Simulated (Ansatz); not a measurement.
Re: pressure and energy change per atom against volume scale

Results calculated with Ansatz 0.2.0, not measured. Plane-wave DFT, scalar-relativistic PAW made under PBE with cores redone for the functional, no dispersion; the given relaxed cell is scaled uniformly, energy at zero smearing counts from the unscaled cell, pressure at the given Fermi-Dirac smearing is positive in compression.

The cell before it is scaled or strained (space group Fm-3m, No. 225):
```
Re
1.0
      0.0000     1.9302     1.9302
      1.9302     0.0000     1.9302
      1.9302     1.9302     0.0000
Re
1
Direct
  0.00000 0.00000 0.00000
```

Settings of every row: spin polarised no; functional LDA; wave cutoff 420 eV; smearing width 0.1 eV; k mesh 16x16x16.

Atom starting moment: 0 on all atoms.

Limits: all rows lie far from zero pressure; no spin-orbit coupling, which can matter with elements this heavy; the cell comes from a prototype or a list of computed structures and needn't be the stable phase.

| row | volume scale | V (Å³/atom) | pressure (GPa) | energy change per atom (meV) |
| --- | --- | --- | --- | --- |
| 1 | 0.88 | 12.657 | 68.32 | 328.8 |
| 2 | 0.92 | 13.232 | 40.6 | 135.39 |
| 3 | 0.96 | 13.807 | ? | ? |
| 4 | 1.04 | 14.958 | -14.41 | 27.04 |
| 5 | 1.08 | 15.533 | -26.1 | 101.2 |
| 6 | 1.12 | 16.108 | -35.42 | 213.06 |

Question: what pressure and energy change per atom should row 3 give?

Worked fit of pressure. Take u = (V_r/V)^(2/3) − 1 with V_r = 14.958 Å³ an atom, which is twice the finite (Eulerian) strain; such expansions in the strain, on which the Birch-Murnaghan equation of state is built, carry the rest volume and the bulk modulus. The shown rows have u = 0.11779, 0.08517, 0, -0.02483, -0.04818. Least squares give pressure = −14.505 + 510.507 × u + 1627.72 × u² GPa; a straight line predicts inner rows, each left out in turn, worse (root mean square 4.6 against 0.25 GPa). The rows lie off it by 0.11, -0.18, 0.10, 0.08, -0.10 (root mean square 0.12 GPa). The pressure vanishes at u = 0.0262, or V = 14.39 Å³ an atom, and there the bulk modulus at fixed shape and fractions is B = −V dP/dV = (2/3)(1 + u) dP/du = 408 GPa. The withheld row has u = 0.05483, so the fit gives −14.505 + 510.507 × (0.05483) + 1627.72 × (0.05483)² = 18.38 GPa.

The calculation gave 18.22 GPa. The fit lies 0.16 GPa (0.15 % of the column's range) above it; its largest miss of a shown row is 0.18 GPa.

Worked fit of energy change per atom. Take u = (V_r/V)^(2/3) − 1 with V_r = 14.958 Å³ an atom, which is twice the finite (Eulerian) strain; such expansions in the strain, on which the Birch-Murnaghan equation of state is built, carry the rest volume and the bulk modulus. The shown rows have u = 0.11779, 0.08517, 0, -0.02483, -0.04818. Least squares give energy change per atom = 26.503 − 2015.698 × u + 38847.47 × u² meV; a straight line predicts inner rows, each left out in turn, worse (root mean square 110 against 1.7 meV). The rows lie off it by 0.74, -1.23, 0.54, 0.70, -0.74 (root mean square 0.82 meV). The withheld row has u = 0.05483, so the fit gives 26.503 − 2015.698 × (0.05483) + 38847.47 × (0.05483)² = 32.77 meV.

The calculation gave 31.49 meV. The fit lies 1.28 meV (4.1 % of the value, 0.42 % of the column's range) above it; its largest miss of a shown row is 1.23 meV.
